X-ray form factors of 55-electron ions: nuclear charge, configuration and two forecasts

The coherent scattering factor of a spherical atom is the Fourier transform of its electron density. It equals the electron number N in the forward direction and falls as the angle grows. In an isoelectronic sequence N is fixed, here at 55, so every change in the factor comes from a change in where the electrons sit. This section asks how well two ions, Pr4+ and Nd5+, can be forecast from their neighbours.

Three limits govern the use of the numbers. They come from relativistic Hartree-Fock without correlation, and each is an average over a configuration, not a level or term. They contain no anomalous dispersion, so they are not the full scattering amplitude near an absorption edge. The configurations are assigned to the calculation, so the steps discussed below belong to those configurations and would move if an ion were given another.

Atomic ions with 55 electrons, computed with the B-spline radial atomic code version 1. All-electron four-component Dirac-Coulomb Hartree-Fock for a spherical atom, averaged over the nl configuration, with a Fermi nucleus and at the radial basis-set limit.

```
species   Z  charge (e)          configuration  f(0.4 Å⁻¹) (electrons)  f(0.7 Å⁻¹) (electrons)  f(0.8 Å⁻¹) (electrons)  f(1.8 Å⁻¹) (electrons)  Σ<r²> (bohr²)
    Ba+  56           1               [Xe] 6s1                  33.815                  23.851                  21.545                  10.659          67.69
   La2+  57           2               [Xe] 5d1                  34.378                  24.404                  22.029                  11.010          47.93
   Ce3+  58           3               [Xe] 4f1                  35.133                  24.897                  22.468                  11.332          38.55
   Pr4+  59           4               [Xe] 4f1                       ?                       ?                       ?                       ?              ?
   Nd5+  60           5  [Kr] 4d10 4f2 5s2 5p5                       ?                       ?                       ?                       ?              ?
   Pm6+  61           6  [Kr] 4d10 4f3 5s2 5p4                  37.618                  26.458                  23.842                  12.238          26.57
   Sm7+  62           7  [Kr] 4d10 4f4 5s2 5p3                  38.584                  27.005                  24.297                  12.511          23.35
  Dy11+  66          11      [Kr] 4d10 4f7 5s2                  42.156                  29.513                  26.378                  13.505          14.62
  Ho12+  67          12      [Kr] 4d10 4f7 5s2                  42.761                  30.180                  26.981                  13.737          13.62
  Yb15+  70          15          [Kr] 4d10 4f9                  44.965                  32.465                  28.947                  14.373          10.15
  Hf17+  72          17          [Kr] 4d10 4f9                  45.879                  33.833                  30.271                  14.772          9.018
```

The column f(s) is the factor in electrons at s = sin θ/λ, with θ half the scattering angle and λ the wavelength. Σ<r²> is the mean square radius summed over all 55 electrons, in bohr². Z is the nuclear charge. Values of f carry a rounding error of up to 0.0005 electrons.

Thin shells as a guide

For a spherical density the factor is a sum over occupied orbitals,

f(s) = Σ n_i <j0(qr)>_i,   j0(x) = sin x / x,   q = 4πs

where n_i is the occupation. With 1 bohr = 0.529 Å the four columns correspond to q = 2.66, 4.65, 5.32 and 11.97 bohr⁻¹.

A simpler system shows what to look for: electrons spread on thin concentric spherical shells. A shell of radius R contributes j0(qR) per electron, which is near 1 for small qR and first vanishes at qR = π. The four columns therefore see electrons inside about π/q = 1.18, 0.67, 0.59 and 0.26 bohr. The analogy has bounds. Real orbitals are broad, which damps the oscillations of j0 beyond the first zero. Those with radial nodes have inner lobes that go on scattering. And the shells of an ion are not independent, since moving one electron changes the field felt by the rest.

Further output of the same calculation gives mean radii to set against these cut-offs. In La2+ the 5d5/2 and 5p3/2 orbitals have <r> = 2.64 and 1.82 bohr, outside all four. The 4d5/2 orbital lies at 0.77 bohr and 3d5/2 at 0.26 bohr. In Yb15+ the 4f7/2 orbital lies at 0.58 bohr, well inside the first cut-off and close to the second and third.

Two effects follow from this picture. A larger Z pulls every shell inward and raises f, and in the known rows all four f columns rise with Z while Σ<r²> falls. In the light ions an electron taken from n = 5 and placed in 4f goes from a region that hardly scatters to one that scatters at 0.4 Å⁻¹, so f should gain an extra step there and much less at larger s.

Why Σ<r²> does not fix these columns

Expanding j0 to second order gives

f ≈ N − q² Σ<r²>/6

Since j0(x) ≥ 1 − x²/6 for every x, this is a strict lower bound. For La2+ at s = 0.1 Å⁻¹, q = 0.665 bohr⁻¹, the correction is 0.665² × 47.93/6 = 3.53, and the estimate is 51.47 against 51.836 in the further output, low by 0.37 electrons. At 0.2 Å⁻¹ it is low by 4.4 electrons, while for compact Yb15+ it is low by only 0.13. At 0.4 Å⁻¹ it falls short by 58.6 electrons for Ba+ and 35.9 for La2+ (a negative factor in both) and by 1.5 for Hf17+.

The reason is that r² weights the outermost electrons, which in the light ions are the ones the tabulated columns hardly see. From Ba+ to La2+ the valence electron goes from 6s to 5d and Σ<r²> drops by 29.2 % of its Ba+ value, while the four factors rise by 1.7, 2.3, 2.2 and 3.3 %. The two kinds of column need separate models.

The steps among the known rows

At 0.4 Å⁻¹ the rise of f per unit of Z is 0.605 from Dy11+ to Ho12+ and 0.457 from Yb15+ to Hf17+, both at fixed configuration. It is 0.563 from Ba+ to La2+, where the electron that moves stays far out. It is 0.966 from Pm6+ to Sm7+, where a 5p electron goes into 4f, and 0.755 from La2+ to Ce3+, where a 5d electron does. The table thus shows a transfer step at this s.

At 0.7 and 0.8 Å⁻¹ the pattern is faint: Pm6+ to Sm7+ gives 0.547 and 0.455, close to the 0.553 and 0.484 of Ba+ to La2+. At 1.8 Å⁻¹ the steps between known rows shrink steadily from 0.351 to 0.200.

The origin of the rise at 1.8 Å⁻¹ can be bounded without a model, because 1 − x²/6 ≤ j0(x) ≤ 1 − x²/6 + x⁴/120. With <r²> and <r⁴> of the 1s, 2s and 2p orbitals from the further output, these ten electrons give between 7.76 and 8.11 of the 11.010 electrons of La2+, and between 8.63 and 8.76 of the 14.373 of Yb15+. Their rise is at most 8.76 − 7.76 = 1.00 out of 3.363, so at least 70 % of the total rise comes from beyond n = 2. The thin-shell picture points to n = 3, whose 3d5/2 radius shrinks from 0.26 bohr, at the cut-off, to 0.20 bohr. The bound itself does not separate n = 3 from the inner lobes of n = 4.

A model for f

The two effects are written as

f = c0 + c1 Z + c2 Z² + c3 Z³ + d n(4f)

where n(4f) is the 4f occupation and d the step per 4f electron. The cubic only interpolates the contraction. The five constants were fitted by linear least squares to the nine known rows, column by column, and a plain cubic without d was fitted for comparison. The error bar is a leave-one-out figure: each of the seven interior known rows is dropped in turn and predicted from the other eight, and the root mean square miss is taken.

The fitted d is +0.231, +0.031, 0.000 and −0.009 electrons at the four values of s. Because n(4f) grows almost in step with Z, d trades against the cubic, and at most its sign and rough size can be read, and where it is near zero not even the sign. With d the leave-one-out error at 0.4 Å⁻¹ is 0.062 electrons against 0.103 without. At 0.7 and 0.8 Å⁻¹ the plain cubic is the better (0.075 against 0.096, and 0.046 against 0.057), and at 1.8 Å⁻¹ the two are close (0.003 with d, 0.004 without). The largest residuals, model minus table, are −0.041 (Dy11+), −0.097, −0.063 and −0.002 (all Yb15+). The first three are far above the rounding, so the model is incomplete there.

A model for Σ<r²>

In a hydrogen-like ion <r²> scales as 1/Z². The electrons are split into three groups that each scale as the inverse square of a screened charge: the 46 electrons through 4d, the 4f electrons, and the 5s and 5p electrons,

z(in) = Z − σ(in)
z(4f) = Z − σ(4f) − 0.35 [n(4f) − 1]
z(5) = Z − σ(5) − k n(4f) − 0.35 [n(5) − 1]

Here n(5) counts the electrons with n = 5 and 0.35 is the screening within a group from Slater's rules. The group sizes are anchored on the further output. In La2+ the inner 46 give 12.66 bohr², the 5s²5p⁶ electrons 27.36 and the 5d electron 7.90. In Yb15+ the inner 46 give 6.56 and each 4f electron 0.398. The two inner values fix σ(in) = 23.6, and these two rows are reproduced by construction. A least-squares fit of the relative residuals over the known rows from La2+ to Hf17+ gives σ(4f) = 47.7, σ(5) = 38.7 and k = 0.62, constants that trade against each other and carry no separate meaning. The residuals of the six unanchored rows reach −1.05 % of the table value (Ho12+). Ba+ is left out since the model has no 6s term; without it the model gives 43.3 bohr², short by 24.4.

For Pr4+, which took no part in the fit, Z = 59, n(4f) = 1 and n(5) = 8:

inner 46: 12.66 × [(57 − 23.6)/(59 − 23.6)]² = 11.27
4f: z = 59 − 47.7 = 11.3, against 70 − 47.7 − 0.35 × 8 = 19.5 in Yb15+; 0.398 × (19.5/11.3)² = 1.19
5s5p: z = 59 − 38.7 − 0.62 − 0.35 × 7 = 17.23, against 57 − 38.7 − 0.35 × 8 = 15.5 in La2+; 27.36 × (15.5/17.23)² = 22.14

The sum is 34.6 bohr². The separate terms are parts of a crude model and good for order of magnitude only; it is the sum that the fit constrains. Leaving out Ce3+, Pm6+, Sm7+, Dy11+ and Ho12+ in turn gives an error of 1.4 %, against 3.2 % for a cubic in Z fitted to ln Σ<r²> over the same rows.

The forecasts

The configurations are known in advance: Pr4+ keeps the 4f¹ of Ce3+, and Nd5+ moves a 5p electron into 4f. Reasoning from the steps alone gives five statements. Both ions lie in order between Ce3+ and Pm6+ in every column. At 0.4 Å⁻¹ the step from Ce3+ to Pr4+ is about 0.6, which puts Pr4+ near 35.7, below the 35.133 + 0.828 = 35.961 of the straight line from Ce3+ to Pm6+; the remaining 1.9 electrons are shared by two transfer steps, which puts Nd5+ at 36.6 to 36.7. At 0.7 and 0.8 Å⁻¹ the transfer hardly shows and both ions lie within about 0.1 of the straight line, on a side that cannot be told. At 1.8 Å⁻¹ the curve is smooth and concave, near 11.65 and 11.95. Σ<r²> is near 34 and 30 bohr².

The fitted models give, for Pr4+ and then Nd5+:

f(0.4 Å⁻¹): 35.80 and 36.70, each ± 0.06 (plain cubic 35.94 and 36.77)
f(0.7 Å⁻¹): 25.35 and 25.89, each ± 0.10 (plain cubic 25.37 and 25.90)
f(0.8 Å⁻¹): 22.90 and 23.36, each ± 0.06 (plain cubic the same)
f(1.8 Å⁻¹): 11.654 and 11.952, each ± 0.003 (plain cubic 11.649 and 11.949)
Σ<r²>: 34.6 ± 0.5 and 30.4 ± 0.4 bohr² (logarithmic cubic 34.6 and 30.1)

The bars rest on seven and five trials, so they are themselves rough, and a miss somewhat beyond one bar is normal.

The computed values

The withheld rows as computed:

```
species   Z  charge (e)          configuration  f(0.4 Å⁻¹) (electrons)  f(0.7 Å⁻¹) (electrons)  f(0.8 Å⁻¹) (electrons)  f(1.8 Å⁻¹) (electrons)  Σ<r²> (bohr²)
   Pr4+  59           4               [Xe] 4f1                  35.764                  25.439                  22.968                  11.659          34.48
   Nd5+  60           5  [Kr] 4d10 4f2 5s2 5p5                  36.674                  25.938                  23.400                  11.955          30.24
```

The order holds in all five columns. At 0.4 Å⁻¹ the main forecast is met. The step into Pr4+ is 0.631 and the step into Nd5+ is 0.910, and Pr4+ lies 0.197 below the straight line. The model is high by 0.038 and 0.028 electrons, inside its bar, while the plain cubic is high by 0.173 and 0.097. For Pr4+ that is well beyond the plain cubic's own bar of 0.103, so this row supports a configuration step on data that the fit had not seen. The local step is 0.910 − 0.631 = 0.28, larger than the fitted 0.231, which agrees with both forecasts coming out high in a stretch that sags below the straight line. The rough value of 35.7 was low by 0.06.

At 0.7 and 0.8 Å⁻¹ both ions are within 0.05 of the straight line, inside the 0.1 stated, but all four fitted values are low. The misses are −0.091 and −0.048 at 0.7 Å⁻¹, inside a wide bar, and −0.066 and −0.040 at 0.8 Å⁻¹, where Pr4+ falls just outside its bar of 0.057. Plain linear interpolation between Ce3+ and Pm6+ would have done better than either fit in these two columns. The new rows expose a pattern that was not foreseen. At 0.8 Å⁻¹ the steps from La2+ to Sm7+ are 0.439, 0.500, 0.432, 0.442 (from 23.842 − 23.400) and 0.455. The one step at fixed configuration, 0.500, is the largest of the five, so here a transfer into 4f lowers f by about 0.06 relative to plain contraction. At 0.7 Å⁻¹ the step into Pr4+, 0.542, exceeds its neighbours 0.493 and 0.499, though the transfer step from Pm6+ to Sm7+, 0.547, is slightly larger.

At the heavy end the sign at 0.7 Å⁻¹ appears to be the opposite. From Ho12+ to Yb15+ f rises by 32.465 − 30.180 = 2.285 over three units of Z and two transfers. The fixed-configuration steps on either side, 0.667 and 0.684, average 0.676 and would give 2.03, which leaves about +0.13 per transfer, provided the underlying step varies evenly across the gap. A d that is negative near Z = 59 and positive near Z = 68 cannot be represented by one constant, and the fit returned a value near zero. This can account for part of the misses. The rest may come from the cubic, which follows the uneven rise of these columns poorly, as its residuals at Yb15+ showed.

At 1.8 Å⁻¹ the values are close, 11.659 and 11.955, but the bar was too narrow: Pr4+ is missed by −0.005 against ± 0.003, and Nd5+ by −0.003, at the edge. The forecast of a concave curve also fails at one point. The step into Pr4+ is 0.327, larger than the 0.322 before it, and the difference of 0.005 is a few times the rounding of a step. The next steps are 0.296, 0.283 and 0.273. The mean of the neighbours of the Pr4+ step is (0.322 + 0.296)/2 = 0.309, so the local d is near −0.02, about twice the fitted −0.009.

For Σ<r²> the shell model is high by 0.11 and 0.20 bohr², or 0.3 % and 0.7 % of the computed values, inside its bars and of the same sign as its residuals at Pm6+ and Sm7+ (+0.74 % and +0.65 %). The logarithmic cubic misses by +0.15 and −0.13, which is as good. The rough values of 34 and 30 bohr² were low by 0.5 and 0.2. These two rows do not favour the shell model over smooth interpolation. The 5p to 4f transfer leaves only a mild mark on this column, unlike the moves out of 6s and 5d (falls of 29.2 % and 19.6 %): the fall is 4.07/38.55 = 10.6 % into Pr4+ and 4.24/34.48 = 12.3 % into Nd5+.

Why the transfer step changes sign

The table shows the signs of d but has no column that splits it, so the following is an argument. Moving an electron from n = 5 into 4f does two things. The electron itself scatters more at small s, a direct gain of about <j0> for 4f less what it gave before. In the light ions that earlier part is small but need not be zero, because the inner lobes of 5p still scatter. It also now sits among the n = 4 electrons and screens them and everything outside them from the nucleus, so those shells expand slightly and scatter less. The net step is the direct gain minus this relaxation loss.

The direct gain can be sized crudely by giving the orbital a nodeless density of the form r^a exp(−br) matched to its computed <r> and <r²>. For the 4f7/2 electron of Yb15+ this yields roughly 0.6, 0.2, 0.2 and 0 at the four values of s. The net step seen at 0.4 Å⁻¹ between Ho12+ and Yb15+, by the arithmetic used above, is [44.965 − 42.761 − 3 × (0.605 + 0.457)/2]/2 = 0.31, about half the 4f value. The shortfall is not all relaxation: the electrons that move here are 5s, with <r> = 1.10 bohr in Ho12+, just inside the cut-off, so they should already scatter a little at this s. The numbers do not split the two parts. In the light ions the 4f orbital feels a smaller screened charge and is larger: the further output gives <r> = 1.02 bohr for 4f7/2 in Ce3+ and 0.83 bohr in Pm6+. These radii are inside the cut-off of 1.18 bohr for 0.4 Å⁻¹ but outside 0.67 and 0.59 bohr, so at 0.7 and 0.8 Å⁻¹ the 4f electron itself gives little. What remains is the relaxation loss, together with whatever the inner lobes of 5p gave before; the numbers do not separate these two. As Z rises the 4f orbital moves through those cut-offs and the gain returns, first at the smaller s. At 1.8 Å⁻¹ even the 4f of Yb15+ gives no direct gain, and only a small loss is left, because a 4f electron has little density inside the n = 3 shell.

The same balance would explain the mild step in Σ<r²>: a transfer removes a large 5p orbital (3.73 bohr² for 5p3/2 in La2+) but adds a 4f orbital and slows the contraction of the remaining n = 5 electrons. Why the first transfer, 5d to 4f between La2+ and Ce3+, adds only 0.755 − 0.631 = 0.12 at 0.4 Å⁻¹ is less clear. The 4f orbital is more diffuse in Ce3+ than in the later ions, as the radii above show, so its direct gain should be smaller. A larger change in screening when the electron comes from farther out may add to this, and the numbers do not size that part.

In this series the sign of a step into 4f goes with the radius of the 4f orbital relative to π/q. If it lies clearly inside, f gains a tenth to a few tenths of an electron beyond the contraction trend. Close to the cut-off the gain is small: at 0.8 Å⁻¹ between Ho12+ and Yb15+ the same arithmetic as above leaves only about 0.03 per transfer. If it lies outside while still penetrating shells that scatter at that s, f rises a little less than the trend.
